# Oxygen and titanium in the bands of strontium titanate

In cubic SrTiO₃ each titanium atom sits at the centre of six oxygen atoms, and each oxygen lies halfway between two titanium atoms. Simple ion counting gives Ti⁴⁺ with an empty 3d shell and O²⁻ with a full 2p shell. The table tests this picture with a density-functional calculation (PBE with a Hubbard correction on Ti 3d). It gives the density of states, that is, how many electron states lie at each energy, and divides it among atomic orbitals.

Density of states of cubic perovskite SrTiO3 (a = 3.947 Å), averaged over 0.2 eV bins and counted from the Fermi level, with Löwdin projections summed over sites. Ansatz 0.2.0, PBE+U (effective U = 4 eV on Ti 3d), no spin polarisation, scalar-relativistic plane-wave PAW, cutoff 420 eV, k mesh 8×8×8 (12×12×12 with tetrahedra for the density of states).

```
energy (eV)  density of states total (states/eV/cell)  DOS O 2p (states/eV/cell)  DOS Ti 3d (states/eV/cell)  DOS O 2s (states/eV/cell)  DOS Sr 5s (states/eV/cell)  DOS Ti 4s (states/eV/cell)
      -7.95                                         0                          0                           0                     0.0000                      0.0000                           0
      -7.55                                         0                          0                           0                     0.0000                      0.0000                           0
      -7.15                                         0                          0                           0                     0.0000                      0.0000                           0
      -6.75                                         0                          0                           0                     0.0000                      0.0000                           0
      -6.35                                         0                          0                           0                     0.0000                      0.0000                           0
      -5.95                                      0.01                       0.01                           0                     0.0000                      0.0000                           0
      -5.55                                      3.12                       2.25                        0.46                     0.0200                      0.0100                         0.3
      -5.15                                      3.96                       2.73                           1                     0.0100                      0.0900                        0.07
      -4.75                                       4.1                       3.02                        0.82                     0.0300                      0.1100                        0.03
      -4.35                                      5.22                       4.14                        0.79                     0.0300                      0.0500                        0.02
      -3.95                                       5.7                       4.73                        0.67                     0.0200                      0.0300                        0.01
      -3.55                                      2.77                       2.23                        0.41                     0.0200                      0.0200                        0.01
      -3.15                                       2.4                       2.04                        0.23                     0.0200                      0.0200                        0.01
      -2.75                                      2.34                       2.08                        0.12                     0.0200                      0.0300                        0.01
      -2.35                                       5.1                        4.7                         0.2                     0.0300                      0.0200                           0
      -1.95                                      5.59                       5.27                        0.15                     0.0200                      0.0100                           0
      -1.55                                      2.35                       2.29                        0.01                     0.0000                      0.0000                           0
      -1.15                                       0.5                        0.5                           0                     0.0000                      0.0000                           0
      -0.75                                         0                          0                           0                     0.0000                      0.0000                           0
      -0.35                                         0                          0                           0                     0.0000                      0.0000                           0
       0.05                                         0                          0                           0                     0.0000                      0.0000                           0
       0.45                                         0                          0                           0                     0.0000                      0.0000                           0
       0.85                                         0                          0                           0                     0.0000                      0.0000                           0
       1.25                                      0.53                       0.01                        0.51                     0.0000                      0.0000                           0
       1.65                                      1.62                       0.13                        1.47                     0.0000                      0.0000                           0
       2.05                                      2.35                       0.29                        1.98                     0.0000                      0.0100                           0
       2.45                                      4.04                       0.64                        3.23                     0.0100                      0.0400                           0
       2.85                                      5.66                       0.86                        4.32                     0.0800                      0.1200                           0
       3.25                                      1.45                       0.16                        1.09                     0.1200                      0.0000                           0
       3.65                                      1.55                       0.18                        1.14                     0.1600                      0.0000                        0.01
       4.05                                      0.97                       0.16                        0.67                     0.0900                      0.0000                           0
       4.45                                      1.05                       0.18                        0.59                     0.0700                      0.0000                           0
       4.85                                      1.52                       0.27                        0.74                     0.0900                      0.0200                        0.01
       5.25                                      1.79                       0.31                        0.71                     0.0900                      0.0600                        0.02
       5.65                                      2.41                       0.38                        0.71                     0.0900                      0.1200                        0.04
```

The energy zero lies in the middle of the gap. States at negative energy are full and those at positive energy are empty. The division among orbitals depends somewhat on how the overlap between atoms is shared out, so the comparison between rows means more than any single share. Each row averages over only half of the step to the next row, so sums over rows are estimates.

## (a) The edges of the gap

Which orbitals form the highest full states and the lowest empty ones? How strongly do titanium and oxygen mix there, and why?

**Solution.** Just below the gap the states are almost entirely O 2p: 97 % of the total at −1.55 eV. Just above it they are almost entirely Ti 3d: 96 % at 1.25 eV. At its two edges the crystal looks as ionic as the formal charges suggest. Yet titanium and oxygen are close neighbours, and deeper in both bands they do mix, so distance can't be what keeps the edges pure.

The reason is symmetry. The lowest empty state is one in which every unit cell carries the same orbital with the same sign (the Γ point). The oxygen atoms on opposite sides of a titanium atom then carry identical p orbitals, and this pair changes sign when it is inverted through the titanium. A d orbital doesn't change sign. Whatever overlap the d orbital gains on one side it loses on the other, and the net coupling is zero.

The highest full state is one in which the sign alternates from cell to cell in all three directions (the R point). Opposite oxygen atoms now carry p orbitals of opposite sign, and many of their combinations do match a d orbital. Those that match form bonds and sink in energy. Three combinations, in which the p orbitals lie sideways to the Ti–O bonds and seem to circle around the titanium, match none of its valence orbitals. They stay behind at the top of the band as pure oxygen states.

This has a consequence for the use of SrTiO₃ as a conducting channel. Added electrons go first into the lowest empty states, which live on the titanium sites; the Sr 5s column is zero there, and the listed orbitals account for about 98 % of the total. A donor that replaces strontium therefore sits beside the path of the electrons, while one that replaces titanium sits in it. On this ground the first should disturb their motion less, an argument from the orbitals and not a calculated mobility.

## (b) How the mixing grows

Above the gap, the amount of O 2p per Ti 3d rises with energy. Find a rule for this rise from two levels that couple, and estimate the ratio at 2.05 eV. Does the same rule describe the full band?

**Solution.** Let a titanium d level at energy E_d couple with strength V to an oxygen p level at the lower energy E_p. A mixed state of energy E, with amplitudes c_d and c_p on the two orbitals, obeys

(E − E_d) c_d = V c_p

(E − E_p) c_p = V c_d

Each line gives c_p/c_d, and the product of the two expressions is the ratio of the weights:

(c_p/c_d)² = (E − E_d)/(E − E_p)

The coupling V has dropped out, and this is the useful part. In the crystal V changes with the way the signs run from cell to cell: it is zero at the edge and grows away from it. A stronger coupling pushes the empty state further up and also gives it more oxygen character. The height of a state above the edge thus already tells how much oxygen it contains.

Both levels can be taken from the calculation itself. At the conduction edge the d orbital is uncoupled, so E_d is the energy of that edge, 1.15 eV. For E_p we take the centre of the full oxygen band, which is the average energy of the rows from −5.55 to −1.15 eV weighted by their O 2p density; it is −3.42 eV. At 2.05 eV the rule then gives

(2.05 − 1.15)/(2.05 + 3.42) = 0.90/5.47 ≈ 0.16

The table has 0.29/1.98 ≈ 0.15. The estimate is about 12 % above the calculated ratio, and neither level was adjusted to the calculated ratios to reach it. The rows at 1.65 and 2.45 eV agree equally well. At 1.25 eV the O 2p density is a single unit in the last printed digit, so that row confirms only that the ratio is small.

The choice of E_p carries a physical message. If the top of the full band were the partner, the predicted ratio at 2.05 eV would be 0.28, almost twice the calculated one. The comparison thus favours a partner inside the oxygen band over one at its top. The Ti 3d column points the same way: more than four fifths of the Ti 3d density in the full band lies at −3.55 eV and below. The exact position of the partner level stays open, because the centre of the band also counts oxygen states that don't couple to these d orbitals. The states at the very top have no titanium partner to mix with.

In the full band the same coupling acts in reverse. Bonding lowers an oxygen state and gives it titanium character, so the Ti 3d share should grow downwards. It does so in the main, from under 1 % at −1.55 eV to 25 % at −5.15 eV. Summed over the full band, this amounts to roughly two electrons in a d shell that ion counting calls empty. They are not electrons stored on a separate titanium level; they are the titanium part of the Ti–O bonds.

As a formula, however, the rule is only a rough guide here. With the roles exchanged, it gives 0.27 for Ti 3d per O 2p at −5.15 eV, where the table gives 0.37. Above −3.42 eV it fails altogether, because it would make the titanium weight negative. One oxygen level stands for a band more than 4 eV wide, in which bonding and non-bonding states overlap. Near the bottom of the empty band there is less of this confusion, since all the states there descend from one kind of d orbital.

The separation of E_d and E_p also depends on the method. The Hubbard correction raises the nearly empty d states, which widens the gap and weakens the mixing. Even so, the calculated gap of 2.3 eV is smaller than the real one, which is roughly 3 eV. The test above shows that the two-level picture fits the lower part of the empty band in this calculation; the exact shares in the real crystal may differ.

## (c) The rows that break the run

Four rows depart from the smooth growth of mixing: −5.55, −3.55, 2.85 and 3.25 eV. Has the bonding changed in each of them, or only the set of states that is being averaged?

**Solution.** At −5.55 eV, the bottom of the full band, the Ti 3d share falls back from 25 to 15 %. At the same time Ti 4s, hardly present elsewhere, rises to almost 10 %. When the signs alternate from cell to cell, one oxygen combination has all six p orbitals pointing at the titanium with the same sign. The d orbitals have lobes of both signs and can't match it, but the round 4s orbital can. Titanium still takes part in the bonding, but for some of the states in this row it does so with its 4s orbital and not with 3d.

At −3.55 eV the Ti 3d share rises, from 12 to 15 %, although the smooth trend would have it fall. The Ti 3d density itself does fall, from 0.67 to 0.41. The O 2p density falls faster, to less than half, because the row lies just above a peak of oxygen-rich states. The larger share therefore needn't mean stronger bonding. More likely, states with little titanium crowd into the peak and are fewer in this row.

At 2.85 eV the growth of oxygen character stalls. The ratio of O 2p to Ti 3d stays at 0.20, while the rule of part (b) gives 0.27. Two causes are likely. One is the bonding of the oxygen atoms with one another. These d orbitals have four lobes pointing between the Ti–O bonds, and near the top of their band all four lobes meet a matching oxygen orbital. Neighbouring oxygen orbitals are then in phase with each other, which lowers the partner level, increases its distance from the d level and so reduces the mixing. The other is that the first states of the next family of d orbitals, described below, already enter this row. They bring little O 2p, and the O 2s density that marks them rises here from 0.01 to 0.08. The table doesn't separate the two effects, so both remain reasoned guesses.

At 3.25 eV the oxygen 2p content drops, to 0.15 per Ti 3d, and the total density falls to about a quarter of its value one row earlier. Here one family of d orbitals gives way to another. The rows from 1.25 to 2.85 eV together hold about 5.7 states, close to the six of the three d orbitals that point between the bonds. The two that point straight at the oxygen atoms come next. They overlap more strongly with oxygen, and their four states are spread over a much wider range of energy.

The O 2s column supports this reading. An s orbital on the bond axis overlaps equally with the positive and negative lobes of a d orbital that points between the bonds, so the two cancel. With a d orbital that points along the bond there is no such cancellation. Accordingly, O 2s per Ti 3d jumps from 0.02 at 2.85 eV to 0.11 at 3.25 eV. The O 2p content starts low because the new family, too, begins with states that symmetry keeps from mixing with O 2p, and it then grows again with energy.

This second growth can be read as Ti–O mixing only up to about 4 eV. Higher up, strontium takes part: at 5.65 eV the listed orbitals cover little more than half of the total, and the empty 4d states of strontium are known to lie in this region. Some of the oxygen weight there belongs to their mixing with oxygen. The low Sr 5s values in these rows are therefore no measure of how much strontium the states contain.
